# Absorptive part of the electron self-energy and the infrared exponent at the mass shell

A carrier in a crystal is described by a Green's function $1/(E-\varepsilon-\Sigma)$, and $\Sigma$ acquires an imaginary part once the carrier has enough energy to emit a phonon. A free electron in vacuum has the same structure with photons in place of phonons. The photon is massless, so the emission threshold coincides with the electron's own mass shell. This removes the isolated pole of the propagator and leaves a branch point with a non-integer exponent.

## 1. Premises and conventions

- Units are $\hbar=c=1$, with energies in eV. The metric is $(+,-,-,-)$ and $\alpha=e^2/4\pi$.
- $\not p=\gamma^\mu p_\mu$, $s=p^2$, and $m$ is the physical electron mass. The Dirac algebra gives $\not p^2=s$, $\gamma^\mu\gamma_\mu=4$ and $\gamma^\mu\not q\gamma_\mu=-2\not q$.
- The vertex is $-ie\gamma^\mu$ and the free electron line is $i(\not q+m)/(q^2-m^2+i0)$. The photon line in a covariant gauge is
$$D_{\mu\nu}(k)=\frac{-i}{k^2+i0}\left[g_{\mu\nu}-(1-\xi)\frac{k_\mu k_\nu}{k^2+i0}\right].\tag{1}$$
$\xi=1$ is the Feynman gauge, $\xi=0$ the Landau gauge and $\xi=3$ the Yennie gauge.
- The sum of one-particle-irreducible insertions is $-i\Sigma$. Summing the geometric series gives the full line $iS$ with $S=(\not p-m-\Sigma)^{-1}$.
- Lorentz invariance and parity allow $\Sigma=mA(s)+\not p\,B(s)$. The absorptive part is $\operatorname{Im}\Sigma\equiv m\operatorname{Im}A+\not p\operatorname{Im}B$ at $s+i0$, with $\not p$ treated as a real symbol.
- The state is the vacuum at zero temperature. Sections 2 to 5 work at first order in $\alpha$. Section 6 sums soft photons to all orders.

Abbreviations are $r=m^2/s$, $\delta=1-s/m^2$ and $L=\ln\delta$.

## 2. One master integral

Give the photon an auxiliary mass $\lambda$ and define
$$K(p;\lambda^2)=i\int\!\frac{d^4q}{(2\pi)^4}\,\frac{\not q+m}{(q^2-m^2+i0)\,[(p-q)^2-\lambda^2+i0]}.\tag{2}$$

**Combining denominators.** Use $1/(UV)=\int_0^1dx\,[xU+(1-x)V]^{-2}$ with $U$ the photon denominator. Completing the square gives $xU+(1-x)V=\ell^2-\Delta$, where
$$\ell=q-xp,\qquad \Delta=(1-x)m^2+x\lambda^2-x(1-x)s-i0.$$
The numerator becomes $\not\ell+x\not p+m$, and the term odd in $\ell$ integrates to zero.

**Loop integral.** The $i0$ allows the rotation $\ell^0=i\ell_4$. With a Euclidean cutoff $\Lambda$,
$$\int\!\frac{d^4\ell}{(2\pi)^4}\frac{1}{(\ell^2-\Delta)^2}=\frac{i}{8\pi^2}\int_0^\Lambda\!\frac{\ell^3d\ell}{(\ell^2+\Delta)^2}\to\frac{i}{16\pi^2}\left[\ln\frac{\Lambda^2}{\Delta}-1\right].$$
Therefore
$$K=\frac{1}{16\pi^2}\int_0^1dx\,(x\not p+m)\ln\Delta+c_1\not p+c_0m.\tag{3}$$
The constants $c_0,c_1$ are real and depend on the regulator. They include the surface term from the shift of $q$, and they do not depend on $s$.

**Imaginary part.** Where $\Delta$ is negative, $\ln(\Delta-i0)=\ln|\Delta|-i\pi$. The condition $\Delta=0$ reads $sx^2-(s+m^2-\lambda^2)x+m^2=0$, with roots obeying
$$x_++x_-=\frac{s+m^2-\lambda^2}{s},\qquad x_+-x_-=\frac{\sqrt{(s+m^2-\lambda^2)^2-4sm^2}}{s}.$$
The roots are real and lie in $[0,1]$ for $s>(m+\lambda)^2$, the threshold for a real electron plus a real photon. Between them $\Delta<0$, so
$$\operatorname{Im}K=-\frac{1}{16\pi}\left[m\,(x_+-x_-)+\tfrac12\not p\,(x_+-x_-)(x_++x_-)\right].\tag{4}$$
At $\lambda=0$ the roots are $x_-=r$ and $x_+=1$. The difference $1-r$ equals $2|\mathbf k|/\sqrt s$, where $|\mathbf k|=(s-m^2)/2\sqrt s$ is the photon momentum in the centre-of-mass frame. Equation (4) is thus a two-body density of final states, as in the golden rule.

## 3. Absorptive part

**Feynman-gauge term.** The $g_{\mu\nu}$ part of (1) gives
$$-i\Sigma_F=(-ie)^2\,(i)(-i)\int\!\frac{d^4q}{(2\pi)^4}\frac{\gamma^\mu(\not q+m)\gamma_\mu}{(q^2-m^2)(p-q)^2},$$
so $\Sigma_F=-e^2\gamma^\mu K\gamma_\mu$ at $\lambda=0$. The imaginary part is finite, so four-dimensional algebra applies: $\gamma^\mu(x\not p+m)\gamma_\mu=4m-2x\not p$. With $e^2/16\pi=\alpha/4$,
$$\operatorname{Im}\Sigma_F=\frac{\alpha}{4}\int_r^1dx\,(4m-2x\not p)=\alpha\left[m\left(1-\frac{m^2}{s}\right)-\frac{\not p}{4}\left(1-\frac{m^4}{s^2}\right)\right],\quad s>m^2,\tag{5}$$
and it vanishes for $s<m^2$.

**Gauge term.** The second part of (1) is $+i(1-\xi)k_\mu k_\nu/k^4$. The prefactor is $(-ie)^2(i)(i)=e^2$, so with $S_0(q)=(\not q-m)^{-1}$,
$$\Sigma_g=ie^2(1-\xi)\int\!\frac{d^4k}{(2\pi)^4}\,\frac{\not k\,S_0(p-k)\,\not k}{k^4}.$$
Put $G=\not p-m$ and write $\not k=G-S_0^{-1}(p-k)$ on both sides. Multiplying out,
$$\not k\,S_0(p-k)\,\not k=G\,S_0(p-k)\,G-G-\not k.$$
The last term is odd in $k$ and drops. The middle term is $G$ times a constant whose imaginary part vanishes. It also cancels the first term at $k\to0$, where $GS_0G\to G$, so the sum converges at small $k$. In the first term use $1/k^4=\partial_{\lambda^2}(k^2-\lambda^2)^{-1}$ at $\lambda\to0$:
$$\Sigma_g=e^2(1-\xi)\,G\,[\partial_{\lambda^2}K]\,G+\text{const}\times G.\tag{6}$$
Every piece of (6) carries the factor $G$, so the gauge term does not shift the mass. For fixed $s>m^2$ the roots are smooth in $\lambda^2$. At $\lambda=0$,
$$\partial_{\lambda^2}(x_+-x_-)=-\frac{1+r}{s-m^2},\qquad \partial_{\lambda^2}\,\tfrac12(x_+^2-x_-^2)=-\frac{1+r^2}{s-m^2}.$$
Inserting these in (4),
$$\operatorname{Im}\Sigma_g=\frac{\alpha(1-\xi)}{4}\,\frac{G\,[m(1+r)+\not p(1+r^2)]\,G}{s-m^2}.$$
Split the bracket as $(1+r^2)(\not p+m)+mr(1-r)$. For the first piece, $G(\not p+m)G=(s-m^2)G$. For the second, $(1-r)/(s-m^2)=1/s$ and $G^2=s+m^2-2m\not p$, which gives $mr(1+r)-2r^2\not p$. The two pieces add up to $\not p(1-r^2)-m(1-r)$.

**Sum.** Adding (5),
$$\operatorname{Im}A=a\,(1-r),\quad \operatorname{Im}B=-b\,(1-r^2),\qquad a=\frac{\alpha(3+\xi)}{4},\quad b=\frac{\alpha\xi}{4}.\tag{7}$$

## 4. Dispersion integral

**Analyticity.** At $\lambda=0$, $\Delta=(1-x)(m^2-xs)$ reaches the negative real axis only for real $s>m^2$. By (3) and (6), $A$ and $B$ are analytic in the $s$ plane cut along $[m^2,\infty)$ and real below the cut. They grow at most as $\ln|s|$ at infinity. At the branch point they are at most logarithmic. In (6) the term of $\partial_{\lambda^2}K$ that scales as $1/\delta$ comes from $x\to1$ and is proportional to $\not p+m$, and $G(\not p+m)G=(s-m^2)G$ removes that factor.

**Cauchy's theorem.** Apply it to $[A(s)-A(s_0)]/(s-s_0)$ with $s_0<m^2$. The large circle and the small circle round the branch point contribute nothing. Across the cut $A(s+i0)-A(s-i0)=2i\operatorname{Im}A$, because $A$ is real below it. The imaginary parts (7) vanish linearly at threshold, so the integral stays convergent as $s_0\to m^2$:
$$A(s)=A(m^2)+\frac{s-m^2}{\pi}\int_{m^2}^\infty\!ds'\,\frac{\operatorname{Im}A(s')}{(s'-m^2)(s'-s)},\tag{8}$$
and likewise for $B$. This is the Kramers–Kronig logic of a dielectric function, with one subtraction because the imaginary part tends to a constant.

**Integrals.** From (7), $\operatorname{Im}A/(s'-m^2)=a/s'$ and $\operatorname{Im}B/(s'-m^2)=-b(s'+m^2)/s'^2$. Partial fractions give
$$\int_{m^2}^\infty\!\frac{ds'}{s'(s'-s)}=-\frac{L}{s},\qquad \int_{m^2}^\infty\!\frac{ds'}{s'^2(s'-s)}=-\frac{L}{s^2}-\frac{1}{sm^2}.$$
The results are
$$A(s)=A(m^2)-\frac{a}{\pi}(1-r)L,\qquad B(s)=B(m^2)+\frac{b}{\pi}(1-r)\left[(1+r)L+1\right].\tag{9}$$
Above threshold $L=\ln|\delta|-i\pi$, which returns (7). Since $1-r=(p^2-m^2)/p^2$, both functions contain $(p^2-m^2)\ln(m^2-p^2)$. They are continuous at the shell, and their slopes diverge there logarithmically.

## 5. The propagator near the shell at first order

That $m$ is the physical mass means $S^{-1}=0$ at $\not p=m$. The mass counterterm enforces $A(m^2)=-B(m^2)\equiv-\beta$. The constant $\beta$ is of order $\alpha$ and depends on the normalisation of the field.

All matrices here are functions of $\not p$, whose eigenvalues are $w=\pm\sqrt s$. Use $1-r=(w-m)(w+m)/w^2$ in (9):
$$S^{-1}=(w-m)\left\{1-\beta+\frac{w+m}{\pi w^2}\Big[amL-bw\big((1+r)L+1\big)\Big]\right\}.\tag{10}$$
On the branch $w\to-m$, $S^{-1}\to-2m(1-\beta)$ and $S$ stays finite. On the branch $w\to+m$ the prefactor tends to $2/\pi m$, and $a-2b=\alpha(3-\xi)/4$, so
$$S^{-1}\simeq(w-m)\left[1-\beta-\frac{2b}{\pi}+\gamma L\right],\qquad \gamma=\frac{\alpha(3-\xi)}{2\pi}.\tag{11}$$
The bracket would be the inverse residue of the pole. For $\xi\ne3$ it has no limit at the shell.

Above threshold, expanding $S$ to first order shows that it acquires a phase $\eta=\operatorname{Im}\Sigma/(w-m)$ relative to $1/(w-m)$. With $y=w/m$, equation (7) gives for any $s>m^2$
$$\eta=\frac{\alpha}{4}\,\frac{y+1}{y^2}\left[3-\xi-\xi\,\frac{(y-1)^2}{y}\right].\tag{12}$$
At $y\to1$ this is $\pi\gamma$. For $\xi\neq3$ the first correction is $\eta=\pi\gamma\,(1-\tfrac34|\delta|)$.

## 6. Summing the logarithms

Equation (11) gives $S\propto(1-\gamma L)/(w-m)$, the start of $\delta^{-1-\gamma}$. One loop cannot fix the higher powers of $L$. They follow from a model that becomes exact near the shell, of the type introduced by Bloch and Nordsieck.

**Reduction.** The logarithm comes from photons with $m|\delta|\ll k\ll m$. Write the electron momentum as $q=mv+\kappa$ with $v^2=1$ and $\kappa\ll m$. Then
$$\frac{\not q+m}{q^2-m^2}=\frac{m(1+\not v)+\not\kappa}{2m\,v\!\cdot\!\kappa+\kappa^2}\to\frac{P_+}{v\!\cdot\!\kappa},\qquad P_+=\frac{1+\not v}{2},\qquad P_+\gamma^\mu P_+=v^\mu P_+.$$
Recoil and spin coupling are smaller by $k/m$. Closed electron loops act on soft photons through vacuum polarisation, which vanishes as $k^2/m^2$ once $\alpha$ is the physical low-energy coupling, and through photon–photon scattering, which is smaller still. Photons with $k\gtrsim m$ supply the mass and a constant normalisation. The soft field is therefore free, and its fluctuations are Gaussian.

**Propagator in a given field.** Take the rest frame and imaginary time $\tau$. The reduced electron obeys $(\partial_\tau+m-ieA_4)\psi=0$ with real $A_4$. The coupling is a pure phase, as gauge invariance requires. The solution over an interval $T$ is $e^{-mT}\exp(ie\int_0^TA_4\,d\tau)$.

**Average over the field.** For a Gaussian variable $X$ of zero mean, $\langle e^{iX}\rangle=e^{-\langle X^2\rangle/2}$. Hence
$$W(T)=\exp\left[-\frac{e^2}{2}\int_0^T\!\!d\tau\!\int_0^T\!\!d\tau'\,D^E_{44}(\tau-\tau')\right],$$
where $D^E_{\mu\nu}$ is the transform of $\delta_{\mu\nu}/k^2-(1-\xi)k_\mu k_\nu/k^4$.

**Photon correlator.** Writing $1/k^2=\int_0^\infty dt\,e^{-tk^2}$ gives the transform $\int_0^\infty dt\,(4\pi t)^{-2}e^{-x^2/4t}=1/4\pi^2x^2$. The transform $\Phi$ of $1/k^4$ obeys $-\partial^2\Phi=1/4\pi^2x^2$. In four dimensions $\partial^2\ln x^2=4/x^2$, so $\Phi=-\ln x^2/16\pi^2$ up to a constant. The transform of $k_4k_4/k^4$ is $-\partial_4^2\Phi$, which on the time axis equals $-1/8\pi^2\tau^2$. Then
$$D^E_{44}(\tau)=\frac{1}{4\pi^2\tau^2}\left[1+\frac{1-\xi}{2}\right]=\frac{3-\xi}{8\pi^2\tau^2}.$$

**Double integral.** The model holds for $|\tau-\tau'|>\epsilon\sim1/m$. There
$$\iint\frac{d\tau\,d\tau'}{(\tau-\tau')^2}=2\int_\epsilon^T\!du\,\frac{T-u}{u^2}=2\left[\frac{T}{\epsilon}-1-\ln\frac{T}{\epsilon}\right].$$
Since $e^2(3-\xi)/8\pi^2=\gamma$, this gives $W=e^{-\gamma(T/\epsilon-1)}(T/\epsilon)^\gamma$. The term linear in $T$ depends on the cutoff and merges with the short-distance contribution into the physical mass. What remains is $e^{-mT}(mT)^\gamma$ times a constant.

**Back to energy.** For $E=\sqrt s<m$,
$$\int_0^\infty\!dT\,e^{-(m-E)T}(mT)^\gamma=\Gamma(1+\gamma)\,m^\gamma\,(m-E)^{-1-\gamma}.$$
At $\gamma=0$ this must equal $-S$, because $S=1/(E-m)$. Near the shell $m-E\simeq m\delta/2$ and $P_+\simeq(\not p+m)/2m$. Collecting constants in $C=1+O(\alpha)$,
$$S(p)\simeq-C\,\frac{\not p+m}{m^2}\left(\frac{m^2-p^2}{m^2}\right)^{-1-\gamma},\qquad\gamma=\frac{\alpha(3-\xi)}{2\pi}.\tag{13}$$
The first-order expansion reproduces the logarithm of (11), with the same coefficient and sign. Above threshold $\delta^{-\gamma}=|\delta|^{-\gamma}e^{i\pi\gamma}$, which reproduces the threshold value of (12).

**Reading the result.** For $\xi<3$ the singularity is stronger than a pole and $\operatorname{Im}\Sigma$ is positive on the branch $w>0$ near threshold. A decaying state would need a negative value, since a pole at $m-i\Gamma/2$ corresponds to $\operatorname{Im}\Sigma=-\Gamma/2$. There is no conflict. The sum $\gamma^\mu\cdots\gamma_\mu$ includes time-like photons with negative norm, and $S$ is not gauge invariant. $\operatorname{Im}\Sigma$ is not a linewidth.

In the Yennie gauge $\gamma=0$, and among the gauges (1) only there is the leading singularity a simple pole with finite residue. The cut still starts at $m^2$. From (12), $\eta=-\tfrac34\alpha(y+1)(y-1)^2/y^3$ at $\xi=3$, so $\operatorname{Im}\Sigma$ vanishes as $(w-m)^3$ on the positive branch at this order. On the negative branch it vanishes linearly in $\delta$, where $S$ has no pole.

## 7. Range of validity

- Equations (5), (7), (9), (10) and (12) hold for every $s$ at first order in $\alpha$. The relative two-loop correction is estimated at $\alpha/\pi$ to $\alpha$, that is 0.2 to 0.7 %, provided $\alpha|L|\ll1$. Cuts with two photons enter at order $\alpha^2$ from $s=m^2$, and the cut with an extra electron–positron pair opens at $s=9m^2$.
- Equation (13) needs $|\delta|\ll1$. Its corrections are of relative order $\alpha\delta L$, and the $\tfrac34|\delta|$ term of the phase measures them. The constant $C$ is not determined by the soft model and cancels in the ratio of $S$ at two values of $\delta$.
- Summation changes the one-loop form substantially only for $\gamma|L|\sim1$, which in Feynman gauge means $|L|\sim\pi/\alpha\approx431$.
- The vacuum premise fails when $|\sqrt s-m|$ falls to $k_BT$ of the ambient radiation, or to binding, plasma or cavity energies. At 300 K, $k_BT=25.85$ meV corresponds to $|\delta|=1.01\times10^{-7}$ and $\gamma|L|=0.0374$ in Feynman gauge. The logarithm never grows much beyond this in a room-temperature setting. For electrons in a crystal the medium replaces the free photon line at far higher energies.
- $\Sigma$, $\eta$ and $\gamma$ depend on $\xi$. In an amplitude, the factors $G$ in (6) cancel the neighbouring electron lines, and the remainder cancels against vertex and box diagrams.

## 8. Illustration: Compton scattering at 1 MeV

The inputs are $m=510\,999$ eV, $\alpha=1/137.036$, and a photon of $\omega=1$ MeV on a free electron at rest.

**Kinematics.** In the diagram where the photon is absorbed first, the intermediate electron carries $s=m^2+2m\omega$. Then $|\delta|=2\omega/m=3.9139$, $s/m^2=4.9139$, $r=0.20350$, $y=2.21673$, $\sqrt s=1.13275$ MeV and $\sqrt s-m=0.62175$ MeV. The pair cut needs $\omega=4m=2.044$ MeV and is closed. In the crossed diagram the virtuality is $m^2-2m\omega'<m^2$, with $\omega'$ the scattered photon energy, so that line has no absorptive part.

**Feynman gauge.** Equation (5) gives $\operatorname{Im}A=5.81\times10^{-3}$ and $\operatorname{Im}B=-1.75\times10^{-3}$. The two terms are $m\operatorname{Im}A=2.97$ keV and $\sqrt s\operatorname{Im}B=-1.98$ keV. On the branch $w=+\sqrt s$ the sum is $0.989$ keV and $\eta=1.59$ mrad. On the branch $w=-\sqrt s$ it is $4.95$ keV and $\eta=-3.01$ mrad. Both branches contribute to the amplitude at this energy.

**Gauge dependence.** In (12), $(y+1)/y^2=0.6546$ and $(y-1)^2/y=0.6678$. For the branch $w=+\sqrt s$:

| gauge | $\gamma$ | $\pi\gamma$ (mrad) | $\eta$ at 1 MeV (mrad) | $\operatorname{Im}\Sigma$ (keV) |
|---|---|---|---|---|
| $\xi=0$ | $3.48\times10^{-3}$ | 10.9 | 3.58 | 2.23 |
| $\xi=1$ | $2.32\times10^{-3}$ | 7.30 | 1.59 | 0.989 |
| $\xi=3$ | 0 | 0 | $-2.39$ | $-1.49$ |

The entries are one-loop values, and their third figure is subject to the two-loop estimate above. The absorptive part changes sign with the gauge, which confirms that it is one piece of a larger sum. It is the product of the absorb-first tree amplitude with its own conjugate, taken across a real electron–photon state. The products involving the crossed amplitude come from vertex and box diagrams, and only the total enters the optical theorem.

**Status of the power law.** At 1 MeV the Feynman-gauge phase is 0.218 of its threshold value, so (13) does not apply and (10) must be used. The length $\hbar c/(\sqrt s-m)=3.17\times10^{-4}$ nm is shorter than the reduced Compton wavelength $\hbar c/m=3.86\times10^{-4}$ nm, which leaves no window $m|\delta|\ll k\ll m$ for soft photons.

The same line reaches the infrared regime at low photon energy. For a typical extreme-ultraviolet wavelength of 13.5 nm, $\omega=91.84$ eV, $|\delta|=3.59\times10^{-4}$, $\ln|\delta|=-7.93$, and the length is 2.15 nm. The phase lies within a relative $\tfrac34|\delta|=2.7\times10^{-4}$ of $\pi\gamma$ at one loop. In Feynman gauge $\gamma|\ln|\delta||=0.0184$, while the second-order term of the summed series is $\tfrac12(\gamma\ln|\delta|)^2=1.7\times10^{-4}$. The undetermined part of $C$, estimated at $\alpha/\pi$ to $\alpha$, exceeds that second-order term and is smaller than the first-order one.